## Question

The table gives the lowest levels and the magnetic susceptibility of six 5d ions of charge +2 in a regular octahedron of point charges, from CASSCF over the 5d shell with spin-orbit coupling added by state interaction. The ground level carries its label in the octahedral double group: G6 and G7 are doublets, G8 is a quartet, T2 a triplet. The spin multiplicity is the dominant one in that level, the first excitation is the energy of the next spin-orbit level, and $\chi T$ is the powder susceptibility times temperature by Van Vleck's formula.

OpenMolcas 26.06, state-averaged CASSCF over the 5d shell with the DKH2 Hamiltonian, the ANO-RCC-VDZP basis and a point nucleus; spin-orbit coupling by state interaction (RASSI) with atomic mean-field integrals. Each ion of charge +2 is at the centre of a regular octahedron of six point charges of −1.5 e, whose distance differs between ions.

```tsv
ion	electrons in the shell	distance of the charges (Å)	spin multiplicity of the ground level	ground level	degeneracy	first excitation (cm⁻¹)	χT at 2 K (cm3 K/mol)	χT at 50 K (cm3 K/mol)	χT at 300 K (cm3 K/mol)
Lu2+	1	2.060	2	G8	4	802	0.002	0.033	0.192
Re2+	5	1.830	2	G7	2	4760	0.493	0.512	0.608
Os2+	6	2.270	5	T2	3	111	3.22	3.77	4.27
Ir2+	7	2.030	4	G6	2	831	2.17	2.35	3.23
Pt2+	8	1.840	3	T2	3	10100	1.99	2.00	2.04
Au2+	9	1.840	2	G8	4	10000	0.856	0.860	0.879
```

(a) Name the term from which each ground level derives, and say how far the rows form one series.

(b) Explain $\chi T$ at 2 K from the limiting cases of weak and of strong spin-orbit coupling. Work Au²⁺ in full; the same calculation puts ${}^2T_2$ 12488 cm⁻¹ above ${}^2E$ before spin-orbit coupling, and the coupling lowers the ground level by 2458 cm⁻¹.

(c) Explain the rise of $\chi T$ with temperature.

(d) Account for the first excitations, and for what is irregular in Lu²⁺, Re²⁺ and Os²⁺.

(e) What should the $d^3$ and low-spin $d^4$ ions between Lu²⁺ and Re²⁺ show?

## Model answer

### (a) Terms

The field splits the shell into $t_{2g}$ below and $e_g$ above, $\Delta$ apart. Lu²⁺ is $t_{2g}^1$, ${}^2T_2$. Re²⁺ is low-spin $t_{2g}^5$, again ${}^2T_2$, with the sextet 6510 cm⁻¹ higher. Os²⁺ (${}^5T_2$) and Ir²⁺ (${}^4T_1$) are high-spin. Pt²⁺ is ${}^3A_2$ and Au²⁺ is ${}^2E$. Equal labels hide different states. G8 is a spin-orbit level of an orbital triplet in Lu²⁺ and the whole of ${}^2E$ in Au²⁺. T2 is simply the spin triplet of ${}^3A_2$ in Pt²⁺, and one level out of several of a quintet in Os²⁺.

The distance changes with the ion, so electron count, field and spin state vary together, and no curve against the number of electrons has a meaning. What the rows share is a mechanism. Odd counts have even degeneracy, as Kramers' theorem demands, whereas the triplets of Os²⁺ and Pt²⁺ are protected only by the cubic symmetry that was imposed.

### (b) The moment of the ground level

While only the ground level is populated, with $M=L_z+g_eS_z$,

$$\chi T = C_0\,\overline{\langle M^2\rangle}_{\rm ground} + 2C_0\,kT\,\overline{\sum_j \frac{|M_{0j}|^2}{E_j}} = C + sT,$$

where $C_0=N_A\mu_B^2/k=0.375$ cm³ K/mol, the bars average over the ground level and $E_j$ are excitation energies. The intercept $C$ and slope $s$ quoted below come from a line through the 5 K and 10 K values of the same calculation. Spin alone would give $C$ = 0.376, 1.00, 1.88 and 3.01 for a doublet, triplet, quartet and quintet.

When the spin-orbit constant $\zeta$ is small against $\Delta$, coupling acts only inside the ground term. $A$ and $E$ terms have no orbital moment and stay at the spin-only value. The $t_{2g}$ set behaves as $l=1$ with the sign of the moment reversed. One $t_{2g}$ electron then has $j=3/2$ lowest, in which $-l$ and $2s$ cancel, so that $g=0$; one $t_{2g}$ hole has $j=1/2$ lowest with $|g|=2$; ${}^5T_2$ gives a triplet with $g=7/2$ and ${}^4T_1$ a doublet with $g$ up to $13/3$. When instead $\Delta$ is small against $\zeta$, the ground level is one cubic component of the free-ion $J$ level of Hund's third rule. Above half filling $J=L+S$ and the orbital moment adds to the spin; below half filling it subtracts.

Lu²⁺ sits at the first limit: $C=0.0011$, against about 0.30 for a free ${}^2D_{3/2}$ level. Pt²⁺ and Au²⁺ have 1.99 and 0.856, which is 2.0 and 2.3 times spin-only. Their ground terms have no orbital moment of their own, so the excess must be orbital moment mixed in from $T$ terms, chiefly the $T_2$ term reached by one $t_{2g}\to e_g$ step. The calculation shows the mixing for Pt²⁺, whose ground level is only 86 % ${}^3A_2$. Both ions have gone well over half the way from the first limit (1.0 and 0.38) to the second (2.4 and 0.98).

**Au²⁺ worked in full.** For one hole the sign of $\zeta$ is reversed: ${}^2T_2$ splits into G7 at $\Delta-\zeta$ and G8 at $\Delta+\zeta/2$, and only G8 mixes with the ground G8, through the element $\sqrt{3/2}\,\zeta$. The lowering of 2458 fixes $\zeta=5376$ cm⁻¹. As a check, half the separation is $(12488+2688)/2=7588$, the element is 6584, and $\sqrt{7588^2+6584^2}-7588=2458$. The mixing angle follows from $\tan2\theta=6584/7588$, so $\theta=20.5^\circ$, $\cos^2\theta=0.878$ and $\sin\theta\cos\theta=0.328$. The admixed G8 has no moment of its own, as in Lu²⁺. With the field along $z$, a hole in $z^2$ keeps only its diluted spin, while a hole in $x^2-y^2$ is connected to $xy$ by $l_z$:

$$g_1=g_e\cos^2\theta=1.76,\qquad g_2=g_1+\frac{8}{\sqrt{3/2}}\sin\theta\cos\theta=3.90.$$

Hence $C=\tfrac14C_0\,(g_1^2+g_2^2)/2=0.0938\times9.14=0.857$, against 0.856. Both constants come from energies of this row, and $\chi T$ took no part in fixing them. The first-order result, $g_1=2$ and $g_2=2+8\zeta/\Delta=5.4$, would give 1.6, beyond even the free-ion limit. At $\zeta/\Delta=0.43$ the expansion has failed, and the moment saturates. Pt²⁺ repeats this: $2+4\zeta/\Delta$ is 3.3 for $\zeta/\Delta=0.32$, and the intercept corresponds to $g=2.82$.

The high-spin ions exceed spin-only by little, 6 % in Os²⁺ and 15 % in Ir²⁺, and the closeness is an accident. Only three of fifteen and two of twelve states of the ground term are populated, each with a large moment. The triplet of Os²⁺ has $g=3.57$ and $C=3.19$, between limits of about 3.07 and 3.35 to 3.39. The doublet of Ir²⁺ has $g=4.80$, more than the $13/3$ that ${}^4T_1$ can give alone, and its $C=2.16$ equals the free-ion limit of about 2.16. The equality is a coincidence, for $C$ does not run monotonically between the limits: the model solution that matches has $\zeta/\Delta=0.345$, and the one at smaller $\Delta$ overshoots, with 2.28 against a limit of 2.17. The limits are those of the model described in the remarks.

### (c) The slope

The slope measures the moment that the magnetic field borrows from excited levels, and $2C_0k=0.52$ cm³ mol⁻¹ cm⁻¹ converts $|M|^2/E$ into it. In Lu²⁺ the average $|M|^2$ from G8 to G7 is 1 for a pure $t_{2g}$ electron, so $s=0.52/802=6.5\times10^{-4}$ per kelvin, against $6.44\times10^{-4}$, with nothing fitted. Almost all the $\chi T$ of this ion, 0.192 at 300 K, is therefore induced. For ${}^3A_2$ the orbital element to ${}^3T_2$ gives $|M|^2=4$, and with that term at 14662 cm⁻¹ the estimate lies within 2 % of the $1.40\times10^{-4}$ of Pt²⁺. For ${}^2E$ it is 2, and $2\times0.52/12488=0.83\times10^{-4}$ lies about a tenth above the $0.76\times10^{-4}$ of Au²⁺. In Re²⁺ the partner level within ${}^2T_2$ gives $2\times0.52/4760=2.2\times10^{-4}$, a little over half of $3.86\times10^{-4}$; the enlarged orbital moment discussed below and the many levels of $d^5$ are left to supply the rest.

A straight line signals that no excited level is occupied. It holds to 300 K, where $kT=209$ cm⁻¹, within the rounding for Re²⁺, Pt²⁺ and Au²⁺, whose first excitations exceed $20\,kT$. Lu²⁺ and Ir²⁺ both have gaps near $4\,kT$ and fall below the line by 0.002 and, with the unrounded value, 0.062, about 1 % and 2 % of the line. Os²⁺ has a gap of half of $kT$: its line would reach 7.32 and the table has 4.27. The reason is that a Van Vleck term enters with the opposite sign for the upper level of each pair, so it dies away as the populations even out, and $\chi T$ turns towards the Curie value of the whole group of low levels.

### (d) First excitations and irregular rows

The column holds three kinds of energy. In Lu²⁺ and Re²⁺ it is a spin-orbit splitting within a $T$ term and follows $\zeta$. In Pt²⁺ and Au²⁺ the ground term is not split, and the excitation leads to another term; it is $\Delta$ less a spin-orbit shift, hence near $10^4$ cm⁻¹. The level of Pt²⁺ is an E that is only 56 % triplet, because ${}^1E$ at 13957 and the E component of ${}^3T_2$ lie close, mix and repel. Os²⁺ and Ir²⁺ are the third kind: a splitting within a $T$ term that mixing with other terms has shrunk far below its first-order size. For the ${}^4T_1$ of Ir²⁺ that size is $\zeta/2$ to $3\zeta/4$, about 1970 to 2960 cm⁻¹ with the model's $\zeta$ of 3945 (see the remarks), against the 831 found. In the better model solution the other quartets and the doublets, presumably low-spin ${}^2E$ above all, share the shrinkage about equally.

**Lu²⁺.** The gap is $\tfrac32\zeta+\tfrac32\zeta^2/\Delta$, and with the computed $\Delta=37234$ it gives $\zeta=527$ cm⁻¹, a fifth of the value for Re²⁺ and about half the rough recalled free-ion size of 1200. The splitting is three times that of Au²⁺ although the charges are farther away. For charges outside the shell $\Delta\propto\langle r^4\rangle/R^5$, with $R$ the distance, and $\Delta R^5$ is 5.2 times that of Au²⁺. A small $\zeta$, which is weighted near the nucleus, and a large $\langle r^4\rangle$ both point to a diffuse 5d orbital. Part of this is natural, since the shell contracts as nuclear charge grows; the mean square radius falls from 4.25 bohr² in Re²⁺ to 3.02 in Pt²⁺. Part may be an artefact: bare charges offer no Pauli repulsion, and $5d^1$ is imposed on an ion whose free ground state is $6s^1$. The scaling is itself only a guide to direction, for the square of that ratio of radii is 2.0 while $\Delta R^5$ changes by $1.64/1.15=1.4$. The warning that point charges give too small a field does not describe this row.

**Re²⁺.** Low spin follows from $E({}^2T_2)-E({}^6A_1)=15B+10C_R-2\Delta$, with Racah parameters $B$ and $C_R$. The fitted 707, 2679 and 21080 give about $-4800$, and the remainder up to $-6510$ is the lowering of $t_{2g}^5$ by electrostatic mixing with doublets of excited configurations such as $t_{2g}^4e_g$, give or take the error of the fit. The same mixing explains the $g$ of 2.29. For this doublet $g=(g_e+4\kappa)/3$, with $\kappa$ the scale of the orbital moment, so that $\kappa=1.22$: the admixed configurations are connected to $t_{2g}^5$ by large orbital elements. The obvious alternative is the nearby sextet and quartets, since the ground level is only 82 % doublet. The model decides against it. With all quartets and the sextet removed $g$ is still 2.29, and with $\zeta$ near zero $C$ is already 0.515. Their net effect on the moment is small, presumably through cancellation. The energies do show the wider mixing, with them and with other doublets: the lowering is 5833 cm⁻¹, twice the first-order value $\zeta$, and the gap of 4760 exceeds $\tfrac32\zeta\approx4000$. This row does not lie between the two limits, as 0.492 is below both, and the second limit (1.0) belongs to a high-spin state. In real complexes covalency reduces $\kappa$, an effect that point charges lack.

**Os²⁺.** A pure ${}^5T_2$ term would have a first gap of $\zeta/2$, some 1700 cm⁻¹, fifteen times the 111 found. Two routes can shrink it. As $\Delta/\zeta$ falls, the four cubic components of ${}^5D_4$ (T2, E, T1, A1) close up into one $J$ level, and the long distance of 2.27 Å makes this the tempting reading. It would need a very small $\Delta$ and should bring $C$ close to the free-ion limit, whereas $C$ is less than halfway there. The other route is the approach of the spin crossover. In the model the gap rises from zero with $\Delta$, passes a maximum and falls again, because low-spin triplets and singlets pull the E and A1 levels down faster than T2, until a singlet becomes the ground level. Both solutions found lie on the falling side, one with E and one with A1 at 111. The push of ${}^5E$ on the E level does only part of the work: with quintets alone the gap at the same constants stays many times too large. The solution with a doublet at 111 matches $\chi T$ at 300 K to 0.05, about 1 %, and that with a singlet is 0.35 low, so E is the likelier assignment. Symmetry points the same way: $M$ transforms as $T_1$ and has no element between T2 and A1, while the steep slope asks for a strong element to a very low level, $|M|^2$ of about 2.9 if the level at 111 supplied all of it. It remains an inference, since an E level just above a singlet could also feed the slope. High spin itself is argued to come from the long distance, helped by the lack of dynamic correlation, which leaves the pairing energy too large. Real octahedral Os²⁺ is normally low-spin and diamagnetic.

### (e) Neighbours

A $d^3$ ion has ${}^4A_2$, the counterpart of Pt²⁺ below half filling: a quartet, a first excitation to another term, a small slope, and $\chi T$ below spin-only, because the borrowed orbital moment now opposes the spin. Low-spin $d^4$ has two $t_{2g}$ holes whose $l=1$ and $S=1$ couple to a singlet, so $\chi T$ starts from zero and rises linearly, as in Lu²⁺ but with no degeneracy at all. Both statements rest on theory, and which spin state $d^4$ takes depends on the distance chosen.

## Remarks on the reasoning

The numbers for $\zeta$, the limits and the assignments come from one Hamiltonian, $H=\Delta\,n(e_g)+H_{ee}(B,C_R)+\zeta\sum_i \mathbf l_i\cdot\mathbf s_i$, diagonalised over all $d^n$ determinants with pure d orbitals and no orbital reduction. For Lu²⁺ and Au²⁺, $\Delta$ is the computed term splitting. For Re²⁺ and Pt²⁺, $\Delta$, $B$ and $C_R$ were fitted by least squares to the lowest sixteen and to all eleven spin-free terms, with rms errors of 360 and 317 cm⁻¹. Then $\zeta$ was solved from the spin-orbit lowering, or for Lu²⁺ from the gap. The limits were obtained by setting $\zeta$ to 10 or $\Delta$ to 50 cm⁻¹; the second therefore includes the mixing of free-ion terms.

In these four rows $\chi T$ took no part in fixing the constants, and the model is within about 1 % of the table wherever the rounding permits a comparison; the largest absolute miss is 0.018, in Pt²⁺. The gaps are worse: 8.6 % above the table in Re²⁺ and 4 % below in Pt²⁺ and Au²⁺. Au²⁺ shows what fails. Its G7 level lies at exactly $\Delta-\zeta_{tt}$, where $\zeta_{tt}$ acts within $t_{2g}$, so $\zeta_{tt}=12488+2458-10000\approx4950$. With this value inside $t_{2g}$, the lowering asks for 5340 between $t_{2g}$ and $e_g$, and the difference of about 400, or 7 %, is well outside roundings of 50 and 22. Forcing a single $\zeta$ onto the gap gives 3969 and a $\chi T$ that is 0.07 low. The calculation indicates that the two sets of orbitals differ in radial shape: within the active orbitals $\sqrt{\langle L^2\rangle/3}$ is 1.409503 for ${}^2E$ and 1.411075 for ${}^2T_2$ in place of $\sqrt2$, as follows if the $t_{2g}$–$e_g$ elements of $l$ are slightly reduced and those within $t_{2g}$ are untouched. That this difference is what splits $\zeta$ is natural but not shown; the small intercept of Lu²⁺, 0.0011 against 0.0006 in the model, errs in the same direction.

Os²⁺ and Ir²⁺ are weaker evidence. There $B$ and $C_R$ were borrowed from Pt²⁺ or Re²⁺, and $\Delta$ and $\zeta$ solved from gap and lowering. The doublet solution for Os²⁺ uses the Re²⁺ values ($\Delta=6812$) and the singlet solution those of Pt²⁺ ($\Delta=9782$). The search began at $\Delta=1000$, and a weak-field solution below that, where the gap closes towards zero, was not examined. Ir²⁺ has two solutions with the Pt²⁺ values, at $\Delta$ near 5000 and near 11400, of which the second matches $\chi T$ to 0.014 and the first misses by up to 0.43, and none with the Re²⁺ values. The better solution was picked by $\chi T$ in each case, so the agreement is no test and these $\Delta$ carry little meaning. The two limits, by contrast, move by no more than 0.05 among the solutions, so the comparison of $C$ with them holds, though it does not measure how far an ion has moved towards the free-ion limit.

Model and calculation share the same active shell, so their agreement shows that the results reduce to two to four constants and says nothing of nature. The charge of −1.5 e is larger than most ligands carry. The low spin of Re²⁺ is fragile: 6510 cm⁻¹ is removed by a fall of 3255 in $\Delta$, or 15 %, which an $R^{-5}$ law reaches at a distance 3 % longer, spin-orbit coupling aside. The basis has a g function for Lu, Re and Os and none for Ir, Pt and Au, and six rows cannot separate its effect from the change of ion. The regular octahedron matters most at low temperature. Au²⁺ would distort by the Jahn-Teller effect and leave one Kramers doublet with unequal $g$ values, Pt²⁺ generally prefers square-planar low spin, and any distortion splits the non-Kramers triplets, so that $\chi T$ at 2 K could fall towards zero if a singlet came lowest.
